A plane-wave calculation builds its orbitals from waves, and the wave cutoff is the kinetic energy of the shortest wave allowed. Here the cutoff rises while the Ta₂Si cell and its atoms stay fixed. Energy, pressure and force are each compared with a run at 850 eV, and "error" below means the distance from that run.

Ta₂Si (I4/mcm) at fixed cell and atoms in Ansatz 0.2.0: PBEsol on PBE PAW data (soft_2), no spin polarization, 10×10×10 k mesh, Gaussian smearing 0.1 eV, density cutoff four times the wave cutoff, reference at 850 eV. Energies are taken to zero smearing; pressure is positive in compression and corrected for the finite cutoff; force changes are the largest over atoms and axes.

```tsv
wave cutoff	energy less reference (meV per atom)	pressure less reference (GPa)	largest force change (eV/Å)	pressure (GPa)
150 eV	5955.5	-1.009	0.157	-4.121
200 eV	896.9	0.283	0.018	-2.829
250 eV	112.7	-0.051	0.008	-3.163
300 eV	17.9	0.257	0.003	-2.855
350 eV	5.2	0.052	0.001	-3.060
380 eV	2.4	0.022	0.000	-3.090
420 eV	0.8	0.005	0.000	-3.107
460 eV	0.4	0.002	0.000	-3.110
520 eV	0.3	0.001	0.000	-3.111
600 eV	0.1	0.002	0.000	-3.110
700 eV	0.1	0.001	0.000	-3.111
```

*Why is the energy too high at low cutoff, and never too low?* The program looks for the lowest energy that the allowed waves can give. Every wave available at a low cutoff is still available at a higher one, so more waves alone can only lower the result. The rule is not strict here, because the grid for the density was refined along with the waves, but the energies in the table follow it. The PAW data supply the rapid wiggles of the orbitals near the nuclei, so the waves have to draw only a smoothed version. At 150 eV even that is badly drawn, which is expected to account for most of the error of about 6 eV per atom.

*Why does a modest rise of the cutoff help so much?* The orbitals are smooth, so short waves contribute little to them. Suppose that the share of a wave falls as $e^{-ak}$, where $k$ is its wave number and $a$ a length set by the sharpest feature. Near its minimum the energy depends on the square of what is left out, so the error falls roughly as $e^{-2ak_c}$, with $k_c$ the largest wave number kept. Kinetic energy grows as $k^2$, hence $k_c$ grows as the root of the cutoff $E_c$, and

$$\ln(\text{energy error}) \approx A - b\sqrt{E_c}.$$

With $A$ and $b$ fitted to the seven rows from 150 to 420 eV, this law is typically off by 14 % of the error. A law linear in the cutoff itself, fitted to the same rows, is off by 35 %. The root law fails above the fitted range: at 520 eV the computed error is five times the predicted one. Why the tail is so slow is open, because the grid for the density was refined together with the waves. The output printed after the text gives both fits.

*If the energy is wrong by 6 eV per atom at 150 eV, why is the pressure wrong by only 1 GPa?* Pressure is a slope: it tells how the energy changes when the volume changes. Imagine that each atom carried its own fixed energy error wherever it went. The total would then be badly wrong, yet pressure and forces would be exact, since a constant has no slope. The real case can be measured against this limit by turning the pressure error at 150 eV, $\Delta P=-1.009$ GPa, into energy.

The cell holds 16.04 Å³ per atom, so 1 % more volume means $\Delta V = 0.16$ Å³. The energy error then changes by $-\Delta P\,\Delta V = 1.009 \times 0.16 = 0.16$ GPa Å³. Since 1 eV/Å³ is about 160 GPa, this is 0.001 eV, or 1 meV per atom. No fit enters this estimate, but it leans on the program's correction of the pressure for the finite cutoff, which at 150 eV is expected to be far larger than the error left over.

An error of nearly 6000 meV thus changes by about 1 meV when the cell grows by 1 % at the same cutoff. That is what an error seated close to the atoms would do, although the numbers do not show which orbitals carry it. The average does hide a larger error along the tetragonal axis, where the stress at 150 eV is off by 3.75 GPa. Even so, a stretch of 1 % in that direction alone would change the energy error by only about 4 meV per atom. The practical consequence is that energies to be compared should share one cutoff. Setting a run at 300 eV against one at 420 eV would bring in a false difference of $17.9-0.8=17.1$ meV per atom.

*Are pressure and force then safe at a low cutoff?* No, because they are small quantities themselves, and a small slope error can still be a large part of them. At 150 eV the pressure is off by about a third. The force on a tantalum atom is nearly five times its reference value there, and at 200 eV it is little more than half of it. The rule that more waves lower the energy gives slopes no such one-sided bound, so they can miss on either side.

*Is 250 eV better than 300 eV for the pressure?* The table seems to say so, with an error of −0.051 GPa against 0.257 GPa. But the pressure is an average over three directions, and the stresses of the same runs show what it hides. At 250 eV the stress along the tetragonal axis is wrong by −0.21 GPa, while the two directions across it are nearly right. Averaging spreads that one error over three directions, whereas at 300 eV all three are wrong by about the same amount and in the same sense. Even so, each component is closer to its reference at 250 eV than at 300 eV, so for this cell the answer is yes, but because the error changes sign and not because the pressure has converged. A quantity whose error changes sign on the way to the limit can come close to it early and then move away again, so one good value is no proof of convergence.

*What would change if the pressure were not corrected for the finite cutoff?* Stretch a cell while keeping the same set of waves, and every wave becomes longer. The effective cutoff drops, the energy rises for that reason alone, and the cell seems to pull inward more strongly than it should. The size of this false tension is two thirds of $E_c/V$, with $V$ the volume per atom, times the rate at which the energy falls with the cutoff. With the rate taken from the fitted root law, it is of the order of 1 GPa at 300 eV, several times the error that remains in the table. This is only a rough estimate, as the uncorrected pressures are not available. It shows why, without such a correction, a cutoff that serves for energy differences at fixed volume may be too low for relaxing a cell.

*What would change with another element?* Since short waves are needed for sharp features, the sharpest of the smoothed orbitals in the cell should set the pace. Oxygen in place of silicon is expected to be a harder case, because its 2p orbitals are compact and need shorter waves. But the waves must also draw the 5s, 5p and 5d electrons of tantalum, so the energy error would fall later only if the smoothed 2p orbital is sharper than these. That depends on how far the atomic data sets smooth each orbital, which this table cannot test.

*Which digits can be trusted?* From 420 eV upward every pressure rounds to −3.11 GPa, the forces agree to the third decimal, and the energy is within 1 meV per atom of the reference. The runs up to 380 eV carried a notice that their cutoff was below the recommended value. The rise of the pressure error from 0.001 to 0.002 GPa between 520 and 600 eV is nearly all rounding and has no cause worth seeking. These digits are settled only with respect to the waves: the mesh of k points was not varied, and the atomic data were made for a different functional from the one used. The tension of about 3 GPa does not fade with more waves, so it belongs to this fixed cell as described by these settings.

Printed output of the fit:

```
Errors by cutoff:
     row  energy error falls by factor  pressure error in percent  xx stress error GPa  zz stress error GPa  Ta force over reference force  energy error change for 1 percent more volume meV per atom
  150 eV                           n/a                      32.42               0.3607               -3.751                          4.689                                                        1.01
  200 eV                          6.64                      9.094              -0.3127                1.473                          0.569                                                     -0.2833
  250 eV                         7.958                      1.639              0.02548              -0.2057                          1.191                                                     0.05106
  300 eV                         6.296                      8.258               0.2519               0.2661                           1.06                                                     -0.2573
  350 eV                         3.442                      1.671              0.04967              0.05657                          1.017                                                    -0.05206
  380 eV                         2.167                     0.7069              0.02055              0.02265                          1.004                                                    -0.02203
  420 eV                             3                     0.1607             0.004771             0.005132                              1                                                   -0.005006
  460 eV                             2                    0.06427             0.001729             0.002185                          1.001                                                   -0.002002
  520 eV                         1.333                    0.03213             0.000914             0.001181                          1.001                                                   -0.001001
  600 eV                             3                    0.06427             0.001176              0.00101                              1                                                   -0.002002
  700 eV                             1                    0.03213              0.00039             0.000302                         0.9997                                                   -0.001001
fit of lnerr on 7 rows (ec <= 420): constant 22.05 +/- 0.37, coefficient of sqrt(ec) -1.091 +/- 0.022; rms 0.134, worst 300 eV 0.273, leave-one-out rms 0.17
  rows outside the fit (model, value, miss): 460 eV -1.343, -0.9163, -0.427; 520 eV -2.822, -1.204, -1.62; 600 eV -4.667, -2.303, -2.36; 700 eV -6.807, -2.303, -4.5
fit of lnerr on 7 rows (ec <= 420): constant 13.3 +/- 0.45, coefficient of ec -0.03301 +/- 0.0015; rms 0.301, worst 300 eV 0.508, leave-one-out rms 0.447
  rows outside the fit (model, value, miss): 460 eV -1.889, -0.9163, -0.973; 520 eV -3.87, -1.204, -2.67; 600 eV -6.511, -2.303, -4.21; 700 eV -9.812, -2.303, -7.51
Typical misfit factor of the root law up to 420 eV: 1.143
Typical misfit factor of the linear law up to 420 eV: 1.351
Energy error at 520 eV over the root law: 5.043
Rough finite-cutoff term of the pressure at 300 eV in GPa: 1.126
Pressure error at 300 eV over that at 250 eV: 5.039
```
